# Normalised variance in fluctuation electron microscopy and the correlation length

## 1. Statement

Fluctuation electron microscopy (Treacy and Gibson, 1996) records the diffracted intensity $I$ from many small volumes of an amorphous foil and forms

$$V(k,Q)=\frac{\langle I^2\rangle}{\langle I\rangle^2}-1 .$$

**Conventions.** The scattering vector has magnitude $k=2\sin\theta/\lambda$, phases are $e^{-2\pi i\mathbf k\cdot\mathbf r}$, and $k$, $Q$ are in nm$^{-1}$. The beam runs along $z$, the foil thickness is $t$, and $\perp$ marks components in the foil plane. The probe-forming aperture has amplitude transmission $\exp(-q^2/2Q^2)$, which defines $Q$. Brackets are averages over probe positions.

**Results.**

1. $\langle I\rangle$ depends only on the pair functions $g_2$. $\langle I^2\rangle$ depends on $g_2$, $g_3$ and $g_4$.
2. After removal of counting noise, $V=V_0+V_c$. The speckle term $V_0$ comes from products of pair correlations and is set by probe and detector. For an azimuthally averaged thin ring
$$V_0\simeq(1+\eta)\,\frac{Q}{\sqrt{2\pi}\,k},\qquad \eta=\left[\frac{\sin(\pi\lambda k^2t)}{\pi\lambda k^2t}\right]^2 .$$
$V_c$ is an integral over the connected four-point correlation and carries the three- and four-body information.
3. If the connected correlation between two atom pairs falls with the distance $D$ of their midpoints as $\exp(-D^2/2\Lambda^2)$ (pair persistence, after Gibson, Treacy and Voyles, 2000),
$$V_c=\frac{\Lambda^3Q^2}{1+4\pi^2Q^2\Lambda^2}\,P(k),\qquad P(k)=\frac{(2\pi)^{5/2}\,\tau\,\Gamma(k)}{t},$$
with a thickness factor $\tau\to1$ for $t\gg\Lambda$ and a dimensionless strength $\Gamma$, both defined in Section 5. Hence
$$\frac{Q^2}{V_c}=c+mQ^2,\qquad \Lambda=\frac{1}{2\pi}\sqrt{\frac mc}.$$

The linear law holds for $V_c=V-V_0$, and for $V$ itself only where $V_0\ll V_c$. The factor $4\pi^2$ belongs to the two Gaussian conventions above.

## 2. Premises

- **P1.** Single elastic scattering from static atoms.
- **P2.** A fully coherent probe whose profile is independent of $z$ across the foil.
- **P3.** A statistically homogeneous, isotropic foil of uniform thickness, so that position averages equal ensemble averages. Connected correlations decay when any two of their points move far apart.
- **P4.** $k\gg Q$, and the structure factor is smooth on the scale $Q$.
- **P5.** The pair-persistence ansatz.
- **P6.** Short pairs: the pair separations that contribute are small compared with the probe.

P1 to P4 give results 1 and 2. Result 3 needs P5 and P6 as well.

## 3. Amplitude and mean intensity

The probe amplitude is the Fourier transform of the aperture, $\int e^{-q^2/2Q^2}e^{2\pi i\mathbf q\cdot\boldsymbol\rho}d^2q=2\pi Q^2e^{-2\pi^2Q^2\rho^2}$. Constant factors cancel in $V$, so take $a(\boldsymbol\rho)=e^{-2\pi^2Q^2\rho^2}$. With the scattering density $\phi(\mathbf r)=\sum_jf_j\,\delta(\mathbf r-\mathbf r_j)$, where $f_j$ is the electron scattering factor at $k$, P1 and P2 give, for a probe at the origin,

$$u(\mathbf k)=\int a(\mathbf r_\perp)\,\phi(\mathbf r)\,e^{-2\pi i\mathbf k\cdot\mathbf r}\,d^3r,\qquad I=\int H(\mathbf k_\perp)\,|u(\mathbf k)|^2d^2k_\perp .$$

$H$ is the detector weight, normalised to one. On the Ewald sphere $k_z=-\lambda k^2/2$ at small angles. By reciprocity the same expressions describe dark-field imaging with tilted or hollow-cone illumination.

The mean amplitude is proportional to the aperture function at $\mathbf k_\perp$, that is to $e^{-k^2/2Q^2}$, which is negligible by P4. So $\phi$ may be replaced by $\delta\phi=\phi-\langle\phi\rangle$, and $\langle u\rangle=0$.

For two points put $\mathbf R=(\mathbf r_1+\mathbf r_2)/2$ and $\mathbf s=\mathbf r_1-\mathbf r_2$, a change of variables with unit Jacobian. Since $r_{1\perp}^2+r_{2\perp}^2=2R_\perp^2+s_\perp^2/2$,

$$a(\mathbf r_1)a(\mathbf r_2)=w(\mathbf R)\,e^{-\pi^2Q^2s_\perp^2},\qquad w(\mathbf R)=e^{-4\pi^2Q^2R_\perp^2}.$$

Here $w=a^2$ is the probe intensity. Define the detector kernel $\chi(\mathbf s)=\int H\,e^{-2\pi i\mathbf k\cdot\mathbf s}d^2k_\perp$ and the two-point function, for number density $n$ and mole fractions $x_\alpha$,

$$C_2(\mathbf s)=\langle\delta\phi\,\delta\phi\rangle=n\langle f^2\rangle\delta(\mathbf s)+n^2\sum_{\alpha\beta}x_\alpha x_\beta f_\alpha f_\beta\,[g_{\alpha\beta}(s)-1].$$

When the range of $C_2$ is small compared with $t$, the midpoint integral separates, with $\int w\,d^3R=t/4\pi Q^2$:

$$\langle I\rangle=\frac{t}{4\pi Q^2}\,\bar\jmath,\qquad \bar\jmath=\int C_2(\mathbf s)\,\chi(\mathbf s)\,e^{-\pi^2Q^2s_\perp^2}d^3s .$$

Only partial pair functions appear. With $S(k)=\int C_2\,e^{-2\pi i\mathbf k\cdot\mathbf s}d^3s\,/\,n\langle f^2\rangle$, the quantity $\bar\jmath$ is $n\langle f^2\rangle S(k)$ convolved in the plane with $e^{-q^2/Q^2}/\pi Q^2$ and averaged over the detector. By P4 it is independent of $Q$.

## 4. Second moment and the speckle term

$\langle I^2\rangle$ is the double detector average of $\langle u(\mathbf k)u^*(\mathbf k)u(\mathbf k')u^*(\mathbf k')\rangle$. A fourth moment is the sum over all partitions of its factors into cumulants. Partitions that contain a single factor vanish because $\langle u\rangle=0$. Three pairings and the fourth cumulant $\kappa_4$ remain:

$$\langle|u|^2|u'|^2\rangle=\langle|u|^2\rangle\langle|u'|^2\rangle+|\langle uu'^*\rangle|^2+|\langle uu'\rangle|^2+\kappa_4 .$$

The first term gives $\langle I\rangle^2$ and cancels the $-1$ in $V$. The second and third give $V_0$, and the last gives $V_c$.

**Content of $\kappa_4$.** It is the transform of the connected function $C_4(1,2,3,4)$ of $\delta\phi$. Sorting by which of the four points sit on the same atom gives, for one species with $f=1$,

$$C_4=n\,\delta_{12}\delta_{13}\delta_{14}+n^2\sum_{7}(\delta\delta)\,h_2+n^3\sum_{6}(\delta)\,h_3+n^4h_4 ,$$

where the sums run over the 7 partitions of four points into two groups and the 6 partitions into three, and

$$h_2=g_2-1,\quad h_3=g_3-\sum_3g_2+2,\quad h_4=g_4-\sum_4g_3-\sum_3g_2g_2+2\sum_6g_2-6 .$$

Each $h_\nu$ vanishes when one point is taken far away. In an alloy every term carries species labels and the factor $f_1f_2f_3f_4$. This proves result 1.

**The speckle term.** In midpoint variables the phase of $u(\mathbf k)u^*(\mathbf k')$ is $e^{-2\pi i(\mathbf k-\mathbf k')\cdot\mathbf R}\,e^{-\pi i(\mathbf k+\mathbf k')\cdot\mathbf s}$. The $\mathbf s$ integral gives $\bar\jmath$ again by P4. On a thin ring $k_z=k_z'$, so the $\mathbf R$ integral is the normalised transform of $w$, $e^{-|\mathbf k-\mathbf k'|^2/4Q^2}$. Squaring, and using $|\mathbf k-\mathbf k'|^2=2k^2(1-\cos\varphi)$,

$$\frac1{2\pi}\int_0^{2\pi}e^{-(k^2/Q^2)(1-\cos\varphi)}d\varphi=e^{-k^2/Q^2}I_0(k^2/Q^2)\simeq\frac{Q}{\sqrt{2\pi}\,k},$$

with $I_0$ the modified Bessel function and a relative correction $Q^2/8k^2$. The third pairing has the midpoint phase $e^{-2\pi i(\mathbf k+\mathbf k')\cdot\mathbf R}$ and contributes near $\mathbf k'_\perp=-\mathbf k_\perp$ (Friedel pairs). The in-plane integral is the same, but $k_z+k_z'=-\lambda k^2$, and the $z$ integral supplies the factor $\eta$. This proves result 2.

A point detector has only the second pairing at $\mathbf k'=\mathbf k$, so $V_0=1$, which is fully developed speckle. A ring with Gaussian radial weight of standard deviation $\kappa\ll k$ averages $e^{-\Delta^2/2Q^2}$ over a radial difference $\Delta$ of variance $2\kappa^2$, which multiplies the direct term by $Q/\sqrt{Q^2+2\kappa^2}$, provided $\pi\lambda kQt\ll1$ so that the spread in $k_z$ is immaterial.

**Counting noise.** For Poisson counts $N$ with local mean $\mu\propto I$, $\langle N^2\rangle=\langle\mu^2\rangle+\langle\mu\rangle$. The raw variance exceeds $V$ by $1/\langle N\rangle$, which is subtracted.

## 5. Pair persistence

Use midpoints and separations $(\mathbf R,\mathbf s)$ for points 1, 2 and $(\mathbf R',\mathbf s')$ for points 3, 4, with $\mathbf D=\mathbf R-\mathbf R'$. By homogeneity $C_4$ depends on $\mathbf s,\mathbf s',\mathbf D$, and

$$V_c\langle I\rangle^2=\int w(\mathbf R)w(\mathbf R')\,e^{-\pi^2Q^2(s_\perp^2+s_\perp'^2)}\chi(\mathbf s)\chi(\mathbf s')\,C_4\;d^3R\,d^3R'\,d^3s\,d^3s' .$$

**P5** states that, within this integral, $C_4=G(\mathbf s,\mathbf s')\,e^{-D^2/2\Lambda^2}$. **P6** states that $\chi\chi G$ confines $s_\perp$ and $s'_\perp$ to a range $\ell$ with $\pi^2Q^2\ell^2\ll1$, so that the Gaussian in $s_\perp,s'_\perp$ is replaced by one. Define

$$\Gamma(k)=\frac{1}{\bar\jmath^{\,2}}\int G(\mathbf s,\mathbf s')\,\chi(\mathbf s)\chi(\mathbf s')\,d^3s\,d^3s' .$$

$\Gamma$ is the relative mean-square fluctuation of the local scattering power per unit volume into the detector, and $\Lambda$ is the distance over which that fluctuation persists. Three integrals remain.

*Probe autocorrelation.* With $\bar{\mathbf R}=(\mathbf R+\mathbf R')/2$, $R_\perp^2+R_\perp'^2=2\bar R_\perp^2+D_\perp^2/2$, so
$$\int w(\mathbf R)w(\mathbf R-\mathbf D)\,d^2\bar R=\frac{1}{8\pi Q^2}\,e^{-2\pi^2Q^2D_\perp^2}.$$

*In-plane separation.*
$$\int e^{-(2\pi^2Q^2+1/2\Lambda^2)D_\perp^2}d^2D_\perp=\frac{2\pi\Lambda^2}{1+x},\qquad x=4\pi^2Q^2\Lambda^2 .$$

*Depth.* With both midpoints between $0$ and $t$,
$$2\int_0^t(t-\zeta)\,e^{-\zeta^2/2\Lambda^2}d\zeta=\sqrt{2\pi}\,\Lambda t\,\tau,\qquad \tau=\operatorname{erf}\frac{t}{\sqrt2\Lambda}-\sqrt{\frac2\pi}\frac\Lambda t\left(1-e^{-t^2/2\Lambda^2}\right).$$

Dividing the product by $(t/4\pi Q^2)^2$,

$$V_c=\Gamma\,\frac{(4\pi Q^2)^2}{8\pi Q^2}\cdot\frac{2\pi\Lambda^2}{1+x}\cdot\frac{\sqrt{2\pi}\,\Lambda\tau}{t}=\frac{\Lambda^3Q^2}{1+4\pi^2Q^2\Lambda^2}\cdot\frac{(2\pi)^{5/2}\tau\Gamma}{t}.$$

This is result 3, and $P$ has the unit nm$^{-1}$. Inverting,

$$\frac{Q^2}{V_c}=\frac{1}{\Lambda^3P}+\frac{4\pi^2}{\Lambda P}\,Q^2 ,$$

so $c=1/\Lambda^3P$, $m=4\pi^2/\Lambda P$ and $m/c=4\pi^2\Lambda^2$. Every factor that does not depend on $Q$ cancels in $m/c$.

**Limits.** For $x\ll1$, $V_c=\Gamma\tau\,(2\pi)^{3/2}\Lambda^3/(t/2\pi Q^2)$, the correlation volume divided by the effective probed volume. For $x\gg1$ the probe is narrower than a correlated region and $V_c\to\sqrt{2\pi}\,\Gamma\tau\Lambda/t$, since only the averaging along the beam remains.

## 6. Range of validity

**Meaning of $Q$.** The Gaussian probe intensity $w$ has full width at half maximum $d=\sqrt{\ln2}/\pi Q=0.265/Q$. A hard aperture of radius $Q_h=\alpha/\lambda$ (semi-angle $\alpha$) gives the intensity $[2J_1(2\pi Q_h\rho)/2\pi Q_h\rho]^2$ with $d=0.514/Q_h$. Matching widths gives $Q=0.515\,Q_h$. Matching $\int w^2d^2\rho/(\int w\,d^2\rho)^2$, which controls $V_c$ at small $x$ and equals $2\pi Q^2$ for the Gaussian and $(1-16/3\pi^2)\pi Q_h^2$ for the hard aperture, gives $Q=0.479\,Q_h$. The data fix only the product of $Q$ and $\Lambda$, so a fit with $Q_h$ in place of $Q$ returns about half the $\Lambda$ defined here. Quoted lengths are comparable only under one convention.

**Shape of the persistence function.** For an isotropic function $\gamma(D)$ in place of the Gaussian and a thick foil, $V_c\propto Q^2\int\gamma\,e^{-2\pi^2Q^2D_\perp^2}d^3D$. To first order in $Q^2$, with $\langle D_\perp^2\rangle_\gamma=\tfrac23\langle D^2\rangle_\gamma$ for moments weighted by $\gamma$, $m/c=4\pi^2\langle D^2\rangle_\gamma/3$. The initial slope measures $\Lambda_{\rm eff}^2=\langle D^2\rangle_\gamma/3$, which is $\Lambda^2$ for the Gaussian and $4\xi^2$ for $e^{-D/\xi}$. Linearity at all $Q$ is special to the Gaussian.

**Unsubtracted speckle.** For a thin ring $V_0\propto Q$. A structure with $V_c=0$ has $Q^2/V=bQ$, and the line through the points at $Q_1$ and $Q_2$ has $m=b/(Q_1+Q_2)$ and $c=bQ_1Q_2/(Q_1+Q_2)$. It returns the spurious length $1/(2\pi\sqrt{Q_1Q_2})$, which reflects only the probes used. Partial coherence lowers $V_0$ below the value derived here, so in practice it has to be calibrated or fitted as a term linear in $Q$.

**Short pairs.** $C_4$ is symmetric in its four points, so a range $\Lambda$ in $D$ suggests a similar range in $s$, and P6 must be examined. A solvable case is a Poisson distribution of randomly oriented crystal-like clusters, each a lattice modulation with envelope $e^{-|\mathbf r-\mathbf c|^2/2\Lambda^2}$. For independent clusters the cumulant is the single-cluster product integrated over the centre $\mathbf c$. With $\bar{\mathbf r}$ the centroid of the four points, $\sum_i|\mathbf r_i-\bar{\mathbf r}|^2=D^2+(s^2+s'^2)/2$, so the envelope is $e^{-D^2/2\Lambda^2}e^{-(s^2+s'^2)/4\Lambda^2}$. The terms that reach the detector have phases $e^{2\pi i\mathbf g\cdot\mathbf s}e^{2\pi i\mathbf g'\cdot\mathbf s'}$, with $\mathbf g,\mathbf g'$ reciprocal-lattice vectors, and these do not involve $\mathbf D$. P5 therefore holds, but P6 depends on the detector. With $\mathbf q=(\mathbf k-\mathbf g)_\perp$, each in-plane separation integral is

$$\int e^{-(1+x)s_\perp^2/4\Lambda^2}e^{-2\pi i\mathbf q\cdot\mathbf s}d^2s_\perp=\frac{4\pi\Lambda^2}{1+x}\,e^{-4\pi^2\Lambda^2q^2/(1+x)} .$$

Integration along the ring gives a factor proportional to $(1+x)^{1/2}$. The radial average, for a detector centred on $|\mathbf g|$, gives $[1+y/(1+x)]^{-1/2}$ with $y=8\pi^2\kappa^2\Lambda^2$. Each pair thus contributes $(1+x+y)^{-1/2}$, and if $\bar\jmath$ stays independent of $Q$ (clusters a minor part of the mean),

$$V_c\propto\frac{Q^2}{(1+x)\,[1+x/(1+y)]}.$$

An annulus wider than the cluster peak ($y\gg x$) restores result 3. A thin ring gives $(1+x)^{-2}$, whose initial slope overstates $\Lambda$ by $\sqrt2$.

**Atomic-scale terms.** The parts of $C_4$ with atomic range add a term proportional to $Q^2$. The single-atom term is $2\pi Q^2\langle f^4\rangle/(nt\langle f^2\rangle^2S^2)$.

**Other conditions.** P2 requires $t$ far below the Rayleigh range $1/(2\pi\lambda Q^2)$. Thickness variation adds a variance $\langle\delta t^2\rangle/t^2$ with its own length scale. Thermal motion and plural scattering change $P$ and $V_0$ and leave $m/c$ unchanged as long as they act equally at all $Q$. The probe series must span $x\approx1$, because $m$ is poorly fixed when all $x\ll1$ and $c$ when all $x\gg1$. P4 weakens once $Q$ approaches the width of the first peak of $S(k)$.

## 7. Illustration: Al$_{92}$Sm$_8$

This marginal glass former devitrifies by primary crystallisation of fcc Al, so order resembling fcc Al is the natural object of study. The ring is placed at the {111} spacing, $k=\sqrt3/a=4.28$ nm$^{-1}$ for the approximate lattice parameter $a=0.405$ nm. At 200 kV, $\lambda=2.508$ pm. The model inputs are $t=30$ nm, $\Lambda=1.0$ nm and $\Gamma=0.5$. The last two were chosen so that the ordered regions are 1 to 3 nm across (the full width of $e^{-D^2/2\Lambda^2}$ is 2.35 nm) and the variance is a few times $10^{-2}$, as is typical for metallic glasses. All results below are the model's.

Then $\tau=0.973$, $P=1.605$ nm$^{-1}$, $c=0.623$ nm$^{-2}$, $m=24.6$ and $\eta=0.046$. The four probes correspond to hard-aperture semi-angles from 0.24 to 0.97 mrad by width matching. The detector is a thin ring and P5, P6 are first assumed.

| $Q$ (nm$^{-1}$) | $d$ (nm) | $x$ | $10^3V_c$ | $10^3V_0$ | $Q^2/V_c$ (nm$^{-2}$) | $Q^2/V$ (nm$^{-2}$) |
|---|---|---|---|---|---|---|
| 0.05 | 5.30 | 0.099 | 3.65 | 4.87 | 0.684 | 0.293 |
| 0.10 | 2.65 | 0.395 | 11.5 | 9.75 | 0.869 | 0.470 |
| 0.15 | 1.77 | 0.888 | 19.1 | 14.6 | 1.176 | 0.667 |
| 0.20 | 1.33 | 1.579 | 24.9 | 19.5 | 1.607 | 0.901 |

The column $Q^2/V_c$ is linear in $Q^2$ and returns the input $\Lambda$ by construction. The speckle term is as large as the signal. Without its subtraction, the line through the first and last rows of the last column has $m=16.2$ and $c=0.25$ nm$^{-2}$, which gives 1.3 nm. The curvature is visible: at $Q=0.10$ nm$^{-1}$ this line gives 0.41 nm$^{-2}$ where the table has 0.470 nm$^{-2}$. With $\Gamma=0$ the same two probes would return 1.6 nm. For amorphous silicon, with the ring at the crystalline {111} position 3.19 nm$^{-1}$ (approximate $a=0.543$ nm), the direct part of $V_0$ is larger by the factor 1.34 at every $Q$.

If the order consists of crystal-like clusters, P6 fails for the thin ring, and the same two-point line through $(1+x)^2$ gives 2.1 nm even after $V_0$ is removed. A radial weight $\kappa=0.4$ nm$^{-1}$ has $y=12.6$. It brings the fitted value to 1.1 nm and reduces the direct speckle term at $Q=0.20$ nm$^{-1}$ by the factor 0.33.

The neglected terms have these sizes at $Q=0.20$ nm$^{-1}$.

- *Depth of focus.* The Rayleigh range is 1.6 µm, far above $t$.
- *Single-atom term.* With approximate $n=55$ nm$^{-3}$ and $f_{\rm Sm}/f_{\rm Al}\approx3$, $\langle f^4\rangle/\langle f^2\rangle^2=2.75$, and the term is $4\times10^{-4}$ for $S=1$, below 2 % of $V_c$.
- *Thermal motion.* For independent vibrations the exposure-averaged intensity is $e^{-2W}$ times that of the mean structure plus a smooth diffuse part, with $2W=Bk^2/2$ and $B=(6h^2/Mk_B\Theta)\,[X^{-2}\int_0^X\xi\,(e^\xi-1)^{-1}d\xi+\tfrac14]$, $X=\Theta/T$. The compiled Debye temperature of fcc Al, 428 K (Wikipedia), with $M=26.98$ u and $T=300$ K gives $B=0.0074$ nm$^2$. Where the mean structure has $S=1$, both $V_c$ and $V_0$ fall by the factor $e^{-4W}=0.87$, and by less at a peak of $S$. This uses the bulk crystal as a stand-in for the glass. The factor is independent of $Q$.
- *Plural scattering.* The elastic mean free path in Al-rich material at 200 kV is typically of order 100 nm, so a fraction of order 0.3 of the electrons scatters in the foil and the absolute values of $P$ and $V_0$ are uncertain at the level of tens of per cent. The sideways drift of a scattered ray is $\lambda kt=0.32$ nm, below the smallest probe width but not negligible against it.

For a model length of 1.0 nm, the fitted value thus ranges from 1.0 to 2.1 nm with the treatment of speckle and detector, and is about halved if $Q_h$ replaces $Q$. A fitted $\Lambda$ ranks samples measured and analysed alike. As an absolute size it holds to about a factor of two unless $V_0$, the detector width and the definition of $Q$ are stated.